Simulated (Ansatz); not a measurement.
Ligand exchange: C4H9Cl + C3H5FSn → C4H9F + C3H5ClSn

Species: C4H9Cl (1-chlorobutane) `CCCCCl`, singlet; C3H5FSn `C#[C][SnH]([CH3])[F]`, singlet; C4H9F (1-fluorobutane) `CCCCF`, singlet; C3H5ClSn `C#[C][SnH]([CH3])[Cl]`, singlet. The partners trade Cl for F: C–Cl and Sn–F bonds give way to C–F and Sn–Cl.

Shapes, held fixed at every level: PBE0-D4/def2-TZVP. Flexible molecules stand in one conformer, not always the lowest. Programs: Ansatz 0.2.0. Electronic energies: no zero-point or thermal term.

Task: Estimate ΔE of this reaction.

Result: The highest level, CCSD(T)/def2-TZVPP, gives ΔE = -11.5 kJ/mol; the levels span -26.9 to -7.7. The column of differences is taken from that level and isn't an error. No measured value is set beside it here. For atoms past krypton def2 sets carry core potentials with scalar relativity. Correlated rows may include outer-core shells of Sn, which these sets cover unevenly.

```csv
level,kind,ΔE (kJ/mol),less CCSD(T)/def2-TZVPP
HF/def2-TZVPP,Hartree–Fock,-26.9,-15.4
B3LYP-D4/def2-TZVPP,global hybrid,-12.3,-0.8
wB97M-V/def2-TZVPP,range-separated hybrid,-12.4,-0.9
wB97X-V/def2-TZVPP,range-separated hybrid,-11.9,-0.4
MP2/def2-TZVPP,perturbation theory,-7.7,+3.8
CCSD/def2-TZVPP,coupled cluster or CI,-14.1,-2.6
CCSD(T)/def2-TZVPP,coupled cluster or CI,-11.5,0.0
```

Every level puts fluorine on carbon and chlorine on tin, but the preference is slight: -11.5 kJ/mol with CCSD(T). Both carbon and tin bind fluorine more strongly than chlorine, so the reaction energy is a small remainder of two large, opposing terms. Electronegativity difference alone would favour Sn–F, the most polar of the four bonds. That carbon nevertheless wins probably reflects the short, strong C–F bond, together with the poorer match between compact fluorine 2p orbitals and the diffuse valence orbitals of tin, which chlorine 3p orbitals suit better.

Hartree–Fock exaggerates the driving force at -26.9 kJ/mol, so electron correlation stabilises the chlorobutane and tin fluoride side more. MP2 overshoots this correction, while CCSD recovers most of it and the triples supply the rest. The three density functionals all lie close to CCSD(T).

The preference for isolated molecules need not carry over to the condensed phase, where organotin fluorides often associate through Sn–F···Sn bridges that would favour the reactants.
